**Where the Karplus form fails for carbon–carbon couplings in 1-fluorobutane**

The table holds six C–C spin–spin couplings of 1-fluorobutane at ten held values of the C1–C2–C3–C4 dihedral, from B3LYP/pcJ-1 without the spin-dipole term on GFN2-xTB geometries. The program fits the three-constant Karplus form to the three-bond coupling in all rows, compares it with extensions by $\cos 3\theta$ and by $\sin\theta$ and $\sin 2\theta$, and inverts it to angles. The Karplus misfit is 0.22 Hz rms, worst at 300°, and the gaps between $\theta$ and $360° - \theta$ set a lower bound of 0.177 Hz for any even function. Neither extension improves the leave-one-out error, and a pure phase shift gives the wrong sign for the 150/210 pair. The one-bond coupling across the rotating bond follows $\cos 3\theta$ (0.14 Hz rms) better than the Karplus form (0.38 Hz).

Calculated values. Indirect 13C–13C spin–spin couplings in 1-fluorobutane (SMILES CCCCF), from PySCF 2.14.0 with non-relativistic B3LYP/pcJ-1 and density fitting, gas phase, without the spin-dipole term. The first to fourth atoms are the carbons in SMILES order; their dihedral angle is held and all else relaxed with GFN2-xTB.

## Program and output

```python
# Table: C-C spin-spin couplings (Hz) of 1-fluorobutane vs held C1-C2-C3-C4 dihedral; PySCF B3LYP/pcJ-1,
# GFN2-xTB geometries, no C-C spin-dipole term. Tested: Karplus form, its mirror symmetry, two extensions.
T = {
    'angle': [0, 30, 60, 90, 120, 150, 180, 210, 270, 300],  # °
    'coupling_first_fourth_atom': [6.12, 4.29, 1.4, -0.03, 1.52, 4.54, 6.06, 4.82, 0.1, 2.13],  # Hz
    'coupling_first_third_atom': [-1.35, -1.36, -1.14, -0.87, -0.35, -0.18, -0.17, -0.17, -0.62, -1.02],  # Hz
    'coupling_second_fourth_atom': [-1.98, -1.77, -1.45, -1.65, -1.66, -1.49, -1.4, -1.46, -1.75, -2.1],  # Hz
    'coupling_first_second_atom': [33.75, 33.91, 33.69, 33.8, 34.17, 34.25, 34.17, 33.89, 33.77, 33.97],  # Hz
    'coupling_third_fourth_atom': [38.71, 38.43, 38.25, 38.05, 37.54, 37.5, 37.74, 37.87, 37.71, 38.33],  # Hz
    'coupling_second_third_atom': [35.29, 34.65, 34.01, 34.56, 35.22, 34.79, 34.33, 34.85, 34.41, 34.08],  # Hz
}
import numpy as np
from scipy.constants import physical_constants as pc, N_A, calorie
a = np.array([float(x) for x in T['angle']]); t = np.radians(a)
names = {'3J14': 'first_fourth', '2J13': 'first_third', '2J24': 'second_fourth',
         '1J12': 'first_second', '1J34': 'third_fourth', '1J23': 'second_third'}
J = {k: np.array(T['coupling_' + v + '_atom'], float) for k, v in names.items()}
# further outputs of the same runs: total energies (Eh, row order), dipoles (D) of rows 0 and 180
E = np.array([-257.697093, -257.69954, -257.703119, -257.702608, -257.70072,
              -257.703269, -257.705097, -257.702665, -257.702792, -257.704072])
d0, d180 = np.array([0.7356, 1.1646, 1.104]), np.array([-0.5004, -1.0559, -1.3035])
E = (E - E.min()) * pc['Hartree energy'][0] * N_A / (1000 * calorie)
c, s, one = np.cos, np.sin, np.ones_like
M = {'K': lambda x: [one(x), c(x), c(2*x)], 'K+cos3': lambda x: [one(x), c(x), c(2*x), c(3*x)],
     'K+sin+sin2': lambda x: [one(x), c(x), c(2*x), s(x), s(2*x)], 'cos3': lambda x: [one(x), c(3*x)]}
rms = lambda r: float(np.sqrt(np.mean(r**2)))
def fit(m, y):
    X = np.array(M[m](t)).T; p = np.linalg.lstsq(X, y, rcond=None)[0]; n = np.arange(len(y))
    loo = np.array([y[i] - X[i] @ np.linalg.lstsq(X[n != i], y[n != i], rcond=None)[0] for i in n])
    return p, y - X @ p, loo
y = J['3J14']; F = {m: fit(m, y) for m in ('K', 'K+cos3', 'K+sin+sin2')}
print('rounding: +-0.005 Hz, rms %.4f Hz, pair gaps +-0.01 Hz; 3J range %.2f Hz' % (0.01/12**0.5, np.ptp(y)))
for m, (p, r, l) in F.items():
    w = np.argmax(abs(r))
    print('%s coef/Hz %s rms %.3f LOO %.3f worst %d deg %+.2f' % (m, np.round(p, 3), rms(r), rms(l), a[w], r[w]))
pK = F['K'][0]; g = np.arange(0, 180.01, 0.1); cur = np.array(M['K'](np.radians(g))).T @ pK; gm = g[cur.argmin()]
print('K rms = %.1f%% of range; curve min %.2f Hz at %.1f deg; K(0) %.2f K(180) %.2f Hz'
      % (100*rms(F['K'][1])/np.ptp(y), cur.min(), gm, cur[0], cur[-1]))
print('deg  3J   res K  rel%  K+cos3 K+sin+sin2 | Erel kcal/mol | folded deg, inverted K deg, error')
for i in range(len(a)):
    f = min(a[i], 360 - a[i]); sel = g <= gm if f <= gm else g >= gm
    k = np.argmin(abs(cur[sel] - y[i])); off = ' no solution' if abs(cur[sel][k] - y[i]) > 0.01 else ''
    rel = '%5.0f' % (100*F['K'][1][i]/y[i]) if abs(y[i]) > 0.5 else '    -'
    print('%3d %5.2f %+.2f %s %+.2f %+.2f | %.2f | %3d %5.1f %+.1f%s' % (a[i], y[i], F['K'][1][i], rel,
          F['K+cos3'][1][i], F['K+sin+sin2'][1][i], E[i], f, g[sel][k], g[sel][k] - f, off))
ix = {int(v): i for i, v in enumerate(a)}; pairs = [(ix[v], ix[360 - v]) for v in (60, 90, 150)]
gap = {k: np.array([v[i] - v[j] for i, j in pairs]) for k, v in J.items()}
floor = {k: np.sqrt(2*np.sum((v/2)**2)/len(a)) for k, v in gap.items()}
print('3J(0)-3J(180) %.2f Hz; 3J(300)/3J(60) %.2f' % (y[ix[0]] - y[ix[180]], y[ix[300]]/y[ix[60]]))
print('any-even-function rms floor %.3f Hz = %.0f%% of K squared misfit'
      % (floor['3J14'], 100*(floor['3J14']/rms(F['K'][1]))**2))
for (i, j), d in zip(pairs, gap['3J14']):
    ps = gap['3J14'][0]*s(2*t[i])/s(2*t[pairs[0][0]]); q = F['K+sin+sin2'][0]
    print('pair %d/%d: gap %+.2f Hz, half %.3f; phase shift scaled to 60/300 %+.2f; sin fit %+.2f; dE %+.2f kcal/mol'
          % (a[i], a[j], d, abs(d)/2, ps, 2*(q[3]*s(t[i]) + q[4]*s(2*t[i])), E[i] - E[j]))
print('col  mean  range | gaps 60,90,150 | max gap % of range | even floor, rms K, rms cos3 (Hz)')
for k, v in J.items():
    print('%s %6.2f %.2f | %s | %.0f | %.3f %.3f %.3f' % (k, v.mean(), np.ptp(v), np.round(gap[k], 2),
          100*abs(gap[k]).max()/np.ptp(v), floor[k], rms(fit('K', v)[1]), rms(fit('cos3', v)[1])))
p3, r3, l3 = fit('cos3', J['1J23'])
print('1J23 = %.2f %+.2f cos3t Hz; LOO %.3f (K %.3f); worst %d deg %+.2f'
      % (p3[0], p3[1], rms(l3), rms(fit('K', J['1J23'])[2]), a[np.argmax(abs(r3))], r3[np.argmax(abs(r3))]))
ex = J['1J34'] - np.maximum(J['1J12'], J['1J23'])
print('1J34 minus next largest 1J: %.2f to %.2f Hz' % (ex.min(), ex.max()))
print('angle between dipoles of rows 0 and 180: %.0f deg'
      % np.degrees(np.arccos(d0 @ d180/np.linalg.norm(d0)/np.linalg.norm(d180))))
# further outputs, rows 60 and 210: (FC, PSO, DSO) in Hz
for k, A, B in (('3J14', (1.396, -0.004, 0.01), (4.828, 0.042, -0.048)),
                ('2J13', (-0.977, -0.169, 0.01), (0.04, -0.216, 0.009))):
    print('%s 60->210: total %+.2f, FC %+.2f; non-FC %+.3f (60) %+.3f (210) Hz'
          % (k, sum(B) - sum(A), B[0] - A[0], sum(A[1:]), sum(B[1:])))
assert a[np.argmin(y)] == 90 and abs(pK[1]) < 0.1*pK[2]
assert np.all(gap['3J14'] < -0.05)
assert rms(r3) < rms(fit('K', J['1J23'])[1]) and p3[1] > 0
assert ex.min() > 0
```

Printed output:

```
rounding: +-0.005 Hz, rms 0.0029 Hz, pair gaps +-0.01 Hz; 3J range 6.15 Hz
K coef/Hz [ 3.094 -0.032  2.98 ] rms 0.221 LOO 0.291 worst 300 deg +0.54
K+cos3 coef/Hz [ 3.087 -0.024  2.987 -0.069] rms 0.216 LOO 0.365 worst 300 deg +0.48
K+sin+sin2 coef/Hz [ 3.126 -0.     2.994 -0.225 -0.114] rms 0.132 LOO 0.309 worst 270 deg -0.26
K rms = 3.6% of range; curve min 0.11 Hz at 89.8 deg; K(0) 6.04 K(180) 6.11 Hz
deg  3J   res K  rel%  K+cos3 K+sin+sin2 | Erel kcal/mol | folded deg, inverted K deg, error
  0  6.12 +0.08     1 +0.14 +0.00 | 5.02 |   0   0.0 +0.0 no solution
 30  4.29 -0.27    -6 -0.27 -0.12 | 3.49 |  30  32.9 +2.9
 60  1.40 -0.19   -13 -0.25 +0.07 | 1.24 |  60  62.1 +2.1
 90 -0.03 -0.14     - -0.13 +0.06 | 1.56 |  90  89.8 -0.2 no solution
120  1.52 -0.10    -7 -0.02 -0.01 | 2.75 | 120 118.9 -1.1
150  4.54 -0.07    -2 -0.06 -0.07 | 1.15 | 150 149.2 -0.8
180  6.06 -0.05    -1 -0.11 -0.06 | 0.00 | 180 175.0 -5.0
210  4.82 +0.21     4 +0.22 +0.18 | 1.53 | 150 152.4 +2.4
270  0.10 -0.01     - -0.00 -0.26 | 1.45 |  90  89.8 -0.2 no solution
300  2.13 +0.54    25 +0.48 +0.21 | 0.64 |  60  54.2 -5.8
3J(0)-3J(180) 0.06 Hz; 3J(300)/3J(60) 1.52
any-even-function rms floor 0.177 Hz = 64% of K squared misfit
pair 60/300: gap -0.73 Hz, half 0.365; phase shift scaled to 60/300 -0.73; sin fit -0.59; dE +0.60 kcal/mol
pair 90/270: gap -0.13 Hz, half 0.065; phase shift scaled to 60/300 -0.00; sin fit -0.45; dE +0.12 kcal/mol
pair 150/210: gap -0.28 Hz, half 0.140; phase shift scaled to 60/300 +0.73; sin fit -0.03; dE -0.38 kcal/mol
col  mean  range | gaps 60,90,150 | max gap % of range | even floor, rms K, rms cos3 (Hz)
3J14   3.09 6.15 | [-0.73 -0.13 -0.28] | 12 | 0.177 0.221 2.218
2J13  -0.72 1.19 | [-0.12 -0.25 -0.01] | 21 | 0.062 0.073 0.462
2J24  -1.67 0.70 | [ 0.65  0.1  -0.03] | 93 | 0.147 0.156 0.217
1J12  33.94 0.56 | [-0.28  0.03  0.36] | 64 | 0.102 0.131 0.188
1J34  38.01 1.21 | [-0.08  0.34 -0.37] | 31 | 0.114 0.137 0.386
1J23  34.62 1.28 | [-0.07  0.15 -0.06] | 12 | 0.039 0.381 0.138
1J23 = 34.67 +0.55 cos3t Hz; LOO 0.166 (K 0.590); worst 270 deg -0.26
1J34 minus next largest 1J: 2.32 to 4.25 Hz
angle between dipoles of rows 0 and 180: 169 deg
3J14 60->210: total +3.42, FC +3.43; non-FC +0.006 (60) -0.006 (210) Hz
2J13 60->210: total +0.97, FC +1.02; non-FC -0.159 (60) -0.207 (210) Hz
```
